**On the equation.** Take $x$ from the edge of the cathode fall ($x=0$) to the anode ($x=L$). The field is counted negative when it points to the cathode, as it does in the fall. Ions and slow electrons have fluxes $\Gamma_i=\mu_i nE-D_in'$ and $\Gamma_e=-\mu_e nE-D_en'$ with uniform coefficients. Eliminating $E$ gives $(\mu_e\Gamma_i+\mu_i\Gamma_e)/(\mu_e+\mu_i)=-D_an'$, with $D_a=(\mu_eD_i+\mu_iD_e)/(\mu_e+\mu_i)\approx\mu_i(T_e+T_i)$ and temperatures in eV. Fast electrons that slow down feed $\Gamma_e$ only, so they enter with the small weight $\mu_i/\mu_e$ and are dropped. Then

$$-D_an''=S_0e^{-x/\lambda},\qquad n(0)=n(L)=0,$$

and with $t=x/L$, $s=\lambda/L$, $b=1-e^{-1/s}$,

$$n=\frac{S_0\lambda^2}{D_a}\,\phi(t),\qquad \phi=1-e^{-t/s}-bt .$$

Setting $\phi'=0$ gives $e^{-t/s}=g\equiv sb$, so the maximum lies at

$$\xi=\frac{x_m}{L}=-s\ln\left\{s\left[1-e^{-1/s}\right]\right\},$$

the result of Boeuf and Pitchford (1995). For $\mu_i\ll\mu_e$ the ion flux vanishes at $x_m$, so ions born on the cathode side of $x_m$ return to the fall. Their share is $\eta=(1-g)/b=1/b-s$.

**On dimensions.** The problem is linear, so $S_0/D_a$ only scales $n$. The one remaining group is $s=p\lambda/pL$. Current, $T_e$ and ion mobility do not enter, and the cathode-fall voltage acts only through $p\lambda$. Each neglected process adds one group, named below $\varepsilon$, $\alpha$, $k$ and $\rho$.

**On large $s$.** An exact rewriting is $\xi=\tfrac12-s\ln[2s\sinh(1/2s)]$. The logarithm is positive, so $\xi<\tfrac12$ always. Expanding,

$$\xi=\frac12-\frac{1}{24s}+\frac{1}{2880s^3}-\dots,\qquad \eta=\frac12+\frac{1}{12s}-\dots$$

The zeros of $\sinh$ limit convergence to $s>1/2\pi=0.16$. Since $\ln(\sinh y/y)\le y^2/6$, the two-term form of $\xi$ is a lower bound for every $s$.

**On small $s$.** Here $\xi=s\ln(1/s)+se^{-1/s}+\dots$ and $\eta\approx1-s$. The correction is exponentially small and positive, so $s\ln(1/s)$ is also a lower bound. In lengths, $x_m\approx\lambda\ln(L/\lambda)$: the maximum recedes only logarithmically as the anode is withdrawn. The share $s$ of the ions that goes to the anode is the share born beyond $x_m$.

**On the crossover.** The two bounds meet at $s=0.30$, where $\xi=0.372$. The larger bound is at worst 3 % low, and the worst case is that point.

**On the N$_2$ inputs.** At 1 Torr and 300 K the gas density is $3.22\times10^{16}$ cm$^{-3}$. A typical ionisation cross-section near its peak, $2.5\times10^{-16}$ cm$^2$, gives a free path of $0.12$ Torr cm. The decay length is assumed to be one to a few such paths, and longer at high voltage. At $pL=1$ Torr cm, $s$ equals $p\lambda$ in Torr cm.

| $s$ | $\xi$ | $s\ln(1/s)$ | $\frac12-\frac1{24s}$ | $\eta$ |
|---|---|---|---|---|
| 0.1 | 0.230 | 0.230 | 0.083 | 0.900 |
| 0.25 | 0.351 | 0.347 | 0.333 | 0.769 |
| 0.5 | 0.419 | 0.347 | 0.417 | 0.657 |
| 1 | 0.459 | 0 | 0.458 | 0.582 |

The setting straddles the crossover. For the illustrative $s=0.25$, used from here on, $g=0.245$, $1-g=0.755$, $x_m=1.40\lambda$ and $d\ln\xi/d\ln s=0.34$, so a poorly known $\lambda$ is forgiven. Further typical inputs at 1 Torr are $\mu_i\approx1.6\times10^3$ and $\mu_e\approx10^6$ cm$^2$ V$^{-1}$ s$^{-1}$, $T_e\approx0.3$ eV and $T_i=0.026$ eV. They give $D_a=5.2\times10^2$ and $D_e=3\times10^5$ cm$^2$ s$^{-1}$.

**On why the field reverses near the maximum, not at it ($\varepsilon$).** Let $J=j/e$, and suppose the fast electrons carry none of it locally, which overstates the shift. Then $\Gamma_e-\Gamma_i=J$ and

$$E=-\frac{J+(D_e-D_i)\,n'}{(\mu_e+\mu_i)\,n}.$$

At $n'=0$ the field is still ohmic and negative. It vanishes where diffusion alone carries the current, $-n'=J/(D_e-D_i)$. Let the glow supply a share $f$ of the current as ions entering the fall, $D_an'(0)=S_0\lambda(1-g)=fJ$. The reversal point $x_r$ then obeys

$$e^{-x_r/\lambda}=g-\varepsilon(1-g),\qquad \varepsilon=\frac{D_a}{f(D_e-D_i)} .$$

For small $\varepsilon$ the shift is $(x_r-x_m)/L\approx\varepsilon s(1-g)/g$, which tends to $\varepsilon/2$ at large $s$. With an assumed $f=0.5$, $\varepsilon=3.5\times10^{-3}$ and the shift is $+0.0027$. At small $s$ the right side turns negative for $s<\varepsilon/(1+\varepsilon)$, and no reversal exists. For $\lambda=0.25$ cm this planar limit is $L\approx\lambda/\varepsilon=0.7$ m.

**On the boundary values ($\alpha$).** Ions leave through both sheath edges at about the Bohm speed $u_B$, so $n$ extrapolates to zero a distance $\alpha L=D_a/u_B$ outside each end. This adds a linear term to $n$, and to first order

$$\delta\xi=\alpha s\,\frac{(g-e^{-1/s})-(1-g)}{g}=-0.54\,\alpha .$$

For N$_2^+$, $u_B=(eT_e/M)^{1/2}=1.0\times10^5$ cm/s. At $L=1$ cm this gives $\alpha=0.005$ and $\delta\xi=-0.003$. This shift and the ohmic one are of like size, so the third decimal of $\xi$ has no physical meaning.

**On walls ($k$).** In an insulating tube of radius $R$, with source and density in the lowest Bessel mode, the equation gains a loss $D_a\kappa^2n$, with $\kappa=2.405/R$ and $k=\kappa L$. With $u=1/s$,

$$n=\frac{S_0L^2}{D_a(k^2-u^2)}\left[e^{-ut}-\frac{\sinh k(1-t)+e^{-u}\sinh kt}{\sinh k}\right].$$

Expanding $n'=0$ in $k^2$ gives

$$\delta\xi=-\frac{k^2s}{b}\left[\frac{(1-\xi)^2}{2}-\frac{e^{-u}\xi^2}{2}-\frac b6\right]=-0.0116\,k^2 .$$

For $R=2L$, $k=1.20$ and $\delta\xi=-0.017$; the exact root is $0.335$. For $R=L$ it is $0.298$. When $k\gg1$ and $u\gg1$ the anode drops out, $n\propto e^{-\kappa x}-e^{-x/\lambda}$, and $x_m=\lambda\ln(1/\kappa\lambda)/(1-\kappa\lambda)$. For $\kappa\lambda\ll1$ this is the small-$s$ law with $1/\kappa$ in place of $L$, so the crossover is at $k\sim1$. The limit $\tfrac12$ survives at fixed $k$ as $s\to\infty$, by symmetry.

In a long tube the gradient decays and the field reverses back where $-n'$ falls again to $J/(D_e-D_i)$. For $\kappa\lambda<1$ the tail gives

$$x_2=\kappa^{-1}\ln\frac{\kappa\lambda}{\varepsilon(1-\kappa\lambda)} .$$

With $R=2$ cm, $\kappa\lambda=0.30$ and $x_2\approx4$ cm. A positive column needs the negative field beyond $x_2$, so an anode at 1 cm leaves no room for one. Walls set this limit long before the planar 0.7 m.

**On recombination ($\rho$).** This is the term that breaks similarity. Define $\rho=\beta n_m^2/S(x_m)$ with the diffusion-only peak $n_m=(fJ\lambda/D_a)\,\phi(\xi)/(1-g)$. At fixed $pL$, $p\lambda$, $R/L$ and $j/p^2$ the groups $s$, $\varepsilon$, $\alpha$ and $k$ are constant, but $n_m\propto p^2$ and $S\propto p^3$, so $\rho\propto p$. First-order theory with the Green function of $d^2/dt^2$ gives

$$\delta\xi=\frac{\rho}{\phi(\xi)^2}\left[\int_0^\xi t\phi^2dt-\int_\xi^1(1-t)\phi^2dt\right]=-0.092\,\rho .$$

For large $\rho$ the bulk is in local balance, $n\approx(S/\beta)^{1/2}\propto e^{-x/2\lambda}$. A layer of width $\ell=(D_a^2/\beta S_0)^{1/4}$ brings $n$ to zero at $x=0$. With $z=x/\ell$ and $n=(S_0/\beta)^{1/2}(1-w)$ the layer obeys $w''=2w-w^2$, solved by $w=3\,\mathrm{sech}^2(z/\sqrt2+z_0)$ with $\cosh^2z_0=3$. Its tail is $12e^{-\sqrt2z}/(5+2\sqrt6)$. Balancing the tail's slope against the bulk slope $\ell/2\lambda$ gives, for $\ell\ll\lambda$,

$$x_m\approx\frac{\ell}{\sqrt2}\ln\frac{3.43\,\lambda}{\ell},$$

independent of $L$ and falling roughly as $S_0^{-1/4}$.

**On which regime N$_2$ is in.** Take a typical normal current density $j/p^2\approx0.4$ mA cm$^{-2}$ Torr$^{-2}$ and a typical dissociative-recombination coefficient $\beta\approx10^{-7}$ cm$^3$ s$^{-1}$ for N$_2^+$ at this $T_e$; N$_4^+$ recombines faster. At 1 Torr and $L=1$ cm, $J=2.5\times10^{15}$ cm$^{-2}$ s$^{-1}$. With $\phi(\xi)=0.410$ and $\phi(\xi)/(1-g)=0.543$, $n_m=3.3\times10^{11}$ cm$^{-3}$. The source is $S_0=6.6\times10^{15}$ and $S(x_m)=1.6\times10^{15}$ cm$^{-3}$ s$^{-1}$, so $\rho\approx7$. The diffusion-only peak is then impossible: $n''\le0$ at a maximum demands $n\le(S_0/\beta)^{1/2}=2.6\times10^{11}$ cm$^{-3}$. It also lies several times or more above the $10^{10}$ to $10^{11}$ cm$^{-3}$ typical of such glows. For the same $S_0$, $\ell=0.14$ cm and $\ell/\lambda\approx0.6$, so the strong-recombination form is barely applicable. It puts the maximum near $0.2L$, to one figure.

At 0.1 Torr and $L=10$ cm, $\rho\approx0.7$, and first order suggests $\delta\xi\approx-0.06$, already at the edge of its validity. With $R=2L$ the model's reversal then lies near $0.3L$. For $p\lambda=0.25$ Torr cm the value $0.35$ is thus the model's low-pressure, low-current, wide-tube limit, and both walls and recombination move the reversal from it toward the cathode.